**Breaks in the Landé pattern of Lu⁺ levels**

The table holds NIST levels of Lu⁺ (6s², 5d6s, 5d²) and the errors of state-averaged CASSCF, MS-CASPT2 and SS-CASPT2 (5d 6s active; OpenMolcas, ANO-RCC-VTZP, DKH2, spin-orbit state interaction). The program measures each level's departure from the Landé interval rule and tests an intermediate-coupling model with the computed term energies fixed and one fitted spin-orbit constant ζ per method. The model returns the computed levels to 2–4 cm⁻¹ rms and traces the breaks to singlet partners of equal J, with the ³P₂ break changing sign as ¹D crosses ³P. A ζ about a tenth smaller for 5d² fits the measured ³F intervals but worsens both ³P intervals. Restoring the omitted ¹S state at its CASSCF energy mends only part of the ³P₀ discrepancy.

Levels of Lu⁺ above 6s² ¹S₀ from OpenMolcas 26.06: state-averaged CASSCF and CASPT2 (IPEA shift 0.25 Ha, imaginary shift 0.1 Ha), active shells in brackets, ANO-RCC-VTZP basis, DKH2, point nucleus. Spin-orbit coupling (RASSI, atomic mean-field integrals) acts on term energies averaged over components. Measured levels are NIST's, matched by configuration, term and J.

## Analysis program

```python
# Lu+ levels (1/cm): measured (NIST) and errors of OpenMolcas CASSCF, MS-, SS-CASPT2 (5d 6s),
# ANO-RCC-VTZP, DKH2, spin-orbit state interaction. Tested: Lande pattern, breaks, one-zeta mixing model.
T = {
    'level': ['6s2 1S 0', '5d1.6s1 3D 1', '5d1.6s1 3D 2', '5d1.6s1 3D 3', '5d1.6s1 1D 2', '5d2 3F 2', '5d2 3F 3', '5d2 3F 4', '5d2 3P 0', '5d2 3P 1', '5d2 3P 2'],
    'measured': [0, 11796, 12435, 14199, 17333, 29407, 30889, 32504, 35652, 36557, 38575],  # 1/cm
    'err_casscf_5d_6s': [0, -2620, -2490, -2610, -1090, -2940, -2850, -2650, -910, -1340, -2980],  # 1/cm
    'err_ms_caspt2_5d_6s': [0, 50, 80, 60, -160, 320, 550, 730, 1370, 940, 780],  # 1/cm
    'err_ss_caspt2_5d_6s': [0, 50, 120, 60, 120, 350, 550, 730, 1370, 940, 640],  # 1/cm
}
import numpy as np
from scipy.optimize import minimize_scalar, brentq
K = [l.split()[1] + l.split()[2] for l in T['level']]
col = {'CAS': 'err_casscf_5d_6s', 'MS': 'err_ms_caspt2_5d_6s', 'SS': 'err_ss_caspt2_5d_6s'}
E = {'meas': dict(zip(K, T['measured']))}
for m, c in col.items(): E[m] = {k: a + b for k, a, b in zip(K, T['measured'], T[c])}
# further outputs of the same runs: terms 3D, 1D low, 3F, 3P, 1D high, 1G; weights; omitted state
tm = {'CAS': (10615.4, 16100.7, 28516.0, 35694.3, 38073.8, 37770.9),
      'MS': (13291.8, 16895.7, 31920.1, 37974.6, 37131.4, 39898.9),
      'SS': (13291.8, 17245.0, 31920.1, 37974.6, 36782.0, 39898.9)}
low = {'CAS': 5.8, 'MS': 5.4, 'SS': 5.4}; w0 = 0.073 / 2; S1 = 53891.3
th0 = np.arcsin(0.163**.5); dth = np.arccos(0.98273**.5)
def pick(H):
    e, v = np.linalg.eigh(H + np.triu(H, 1).T); j = np.argmax(v**2, axis=1)
    return e[j], (v**2).max(axis=1)
def model(t, zs, zd, th, withS=False):
    D, a, F, P, b, G = t; c, s = np.cos(th), np.sin(th)
    H = np.diag([D - zs/2, a, F - 2*zd, P + zd/2, b])
    H[0, 1], H[0, 4] = c*1.5**.5*zs, -s*1.5**.5*zs
    H[1, 2], H[1, 3], H[2, 4], H[3, 4] = s*2.4**.5*zd, s*2.1**.5*zd, c*2.4**.5*zd, c*2.1**.5*zd
    e2, w = pick(H); H0 = np.diag([0., P - zd, S1]); H0[0, 1] = (6*w0)**.5*zd
    H0[1, 2] = (6*(1 - w0))**.5*zd*withS
    e0 = pick(H0)[0]; e4 = pick(np.array([[F + 1.5*zd, zd], [0, G]]))[0]
    x = [e0[0], D-1.5*zs, e2[0], D+zs, e2[1], e2[2], F-zd/2, e4[0], e0[1], P-zd/2, e2[3]]
    return {k: y - e0[0] for k, y in zip(K, x)}, w[3], -e0[0]
print('all energies in 1/cm; rounding: +-5 per computed level, +-10 per interval')
for m, c in col.items():
    e = np.array(T[c], float); i = np.argmax(abs(e))
    print(f'{m}: mean |error| 5d6s {abs(e[1:5]).mean():.0f}, 5d2 {abs(e[5:]).mean():.0f}; worst {K[i]} {e[i]:.0f}')
print('SS less CAS term shift:', ', '.join(f'{n} {b-a:+.0f}' for n, a, b in zip(('3D','1D low','3F','3P','1D high','1G'), tm['CAS'], tm['SS'])))
print('term gap 1D low-3D:', ', '.join(f'{m} {t[1]-t[0]:.0f}' for m, t in tm.items()))
print('term gap 1D high-3P:', ', '.join(f'{m} {t[4]-t[3]:+.0f}' for m, t in tm.items()))
print('interval        ' + ''.join(f'{m:>8}' for m in E))
iv = lambda x, p: x[p[:3]] - x[p[4:]]
for p in ('3D2-3D1','3D3-3D1','1D2-3D3','3F3-3F2','3F4-3F3','3F4-3F2','3P1-3P0','3P2-3P1','3P1-3F3'):
    print(f'{p:16}' + ''.join(f'{iv(E[m], p):8.0f}' for m in E))
for n, a, b in (('3D ratio (3/2)','3D3-3D2','3D2-3D1'), ('3F ratio (4/3)','3F4-3F3','3F3-3F2'), ('3P ratio (2)','3P2-3P1','3P1-3P0')):
    print(f'{n:16}' + ''.join(f'{iv(E[m], a)/iv(E[m], b):8.2f}' for m in E))
zw = {m: iv(E[m], '3D3-3D1')/2.5 for m in E}
print(f"{'zeta, 3D width':16}" + ''.join(f'{zw[m]:8.0f}' for m in E))
print(f"{'3D2 less Lande':16}" + ''.join(f"{iv(E[m],'3D2-3D1')-zw[m]:8.0f}" for m in E))
fit = {}
for n, m, th in (('CAS','CAS',th0), ('MS-','MS',th0-dth), ('MS+','MS',th0+dth), ('SS','SS',th0)):
    f = lambda z: np.mean([(model(tm[m], z, z, th)[0][k] - E[m][k])**2 for k in K[1:]])**.5
    r = minimize_scalar(f, bounds=(700, 1200), method='bounded'); x, w, g = model(tm[m], r.x, r.x, th)
    print(f'{n}: 5d2 in low 1D {np.sin(th)**2:.3f}, zeta {r.x:.0f}, rms {r.fun:.0f}, 3P weight of 3P2 {w:.2f}, ground drop {g:.1f} (run {low[m]})')
    if m not in fit or r.fun < fit[m][0]: fit[m] = (r.fun, r.x, x)
ti = dict(zip(K[1:], zip((0,0,0,1,2,2,2,3,3,3), (-1.5,-.5,1,0,-2,-.5,1.5,-1,-.5,.5))))
brk = {m: {k: E[m][k] - low[m] - tm[m][i] - d*fit[m][1] for k, (i, d) in ti.items()} for m in col}
print('level: computed less Lande value (mixing model less computed) for CAS, MS, SS')
for k in K[1:]: print(k, ''.join(f'{brk[m][k]:8.0f} ({fit[m][2][k]-E[m][k]:+4.0f})' for m in col))
g = lambda z, p, S=False: iv(model(tm['SS'], zw['meas'], z, th0, S)[0], p)
zd = brentq(lambda z: g(z, '3F4-3F3') - iv(E['meas'], '3F4-3F3'), 500, 1200)
print(f"5d2 zeta from measured 3F4-3F3, SS terms assumed: {zd:.0f}, ratio to 5d6s {zd/zw['meas']:.2f}")
print('interval: measured | model less measured at that zeta | at the 5d6s zeta')
for p, S in (('3D2-3D1',0), ('3F4-3F3',0), ('3F3-3F2',0), ('3P2-3P1',0), ('3P1-3P0',0), ('3P1-3P0',1)):
    y = iv(E['meas'], p); print(p, 'with 1S at CASSCF energy' if S else '', f"{y:.0f} | {g(zd,p,S)-y:+.0f} | {g(zw['meas'],p,S)-y:+.0f}")
for z in (zd, zw['meas']):
    print(f"zeta {z:.0f}: 1S push on 3P0 {g(z,'3P1-3P0',1)-g(z,'3P1-3P0'):.0f}, needed {iv(E['meas'],'3P1-3P0')-g(z,'3P1-3P0'):.0f}")
assert all(940 < z < 990 for z in zw.values())
assert all(iv(E[m], '3D2-3D1') < zw[m] for m in E)
assert brk['CAS']['3P2'] < 0 < min(brk['MS']['3P2'], brk['SS']['3P2'])
assert all(E['MS'][k] == E['SS'][k] for k in K if k[-1] != '2')
```

It prints:

```
all energies in 1/cm; rounding: +-5 per computed level, +-10 per interval
CAS: mean |error| 5d6s 2202, 5d2 2278; worst 3P2 -2980
MS: mean |error| 5d6s 88, 5d2 782; worst 3P0 1370
SS: mean |error| 5d6s 88, 5d2 763; worst 3P0 1370
SS less CAS term shift: 3D +2676, 1D low +1144, 3F +3404, 3P +2280, 1D high -1292, 1G +2128
term gap 1D low-3D: CAS 5485, MS 3604, SS 3953
term gap 1D high-3P: CAS +2380, MS -843, SS -1193
interval            meas     CAS      MS      SS
3D2-3D1              639     769     669     709
3D3-3D1             2403    2413    2413    2413
1D2-3D3             3134    4654    2914    3194
3F3-3F2             1482    1572    1712    1682
3F4-3F3             1615    1815    1795    1795
3F4-3F2             3097    3387    3507    3477
3P1-3P0              905     475     475     475
3P2-3P1             2018     378    1858    1718
3P1-3F3             5668    7178    6058    6058
3D ratio (3/2)      2.76    2.14    2.61    2.40
3F ratio (4/3)      1.09    1.15    1.05    1.07
3P ratio (2)        2.23    0.80    3.91    3.62
zeta, 3D width       961     965     965     965
3D2 less Lande      -322    -196    -296    -256
CAS: 5d2 in low 1D 0.163, zeta 964, rms 2, 3P weight of 3P2 0.81, ground drop 5.9 (run 5.8)
MS-: 5d2 in low 1D 0.078, zeta 964, rms 4, 3P weight of 3P2 0.69, ground drop 5.5 (run 5.4)
MS+: 5d2 in low 1D 0.271, zeta 997, rms 45, 3P weight of 3P2 0.71, ground drop 5.9 (run 5.4)
SS: 5d2 in low 1D 0.163, zeta 965, rms 2, 3P weight of 3P2 0.75, ground drop 5.5 (run 5.4)
level: computed less Lande value (mixing model less computed) for CAS, MS, SS
3D1        1 (  -1)      -6 (  +6)      -4 (  +4)
3D2     -194 (  -4)    -300 (  +3)    -260 (  +1)
3D3        3 (  -3)      -2 (  +2)      -3 (  +3)
1D2      136 (  +2)     272 (  +1)     203 (  +3)
3F2     -126 (  -0)    -271 (  +2)    -239 (  -2)
3F3       -1 (  +1)      -5 (  +5)      -4 (  +4)
3F4     -114 (  -3)    -137 (  -2)    -138 (  -1)
3P0        6 (  -0)       6 (  +0)       7 (  -1)
3P1       -1 (  +1)      -1 (  +1)      -1 (  +1)
3P2     -587 (  -3)     893 ( +11)     753 (  +1)
5d2 zeta from measured 3F4-3F3, SS terms assumed: 862, ratio to 5d6s 0.90
interval: measured | model less measured at that zeta | at the 5d6s zeta
3D2-3D1  639 | +65 | +64
3F4-3F3  1615 | +0 | +169
3F3-3F2  1482 | +12 | +200
3P2-3P1  2018 | -516 | -307
3P1-3P0  905 | -478 | -430
3P1-3P0 with 1S at CASSCF energy 905 | -226 | -119
zeta 862: 1S push on 3P0 252, needed 478
zeta 961: 1S push on 3P0 311, needed 430
```
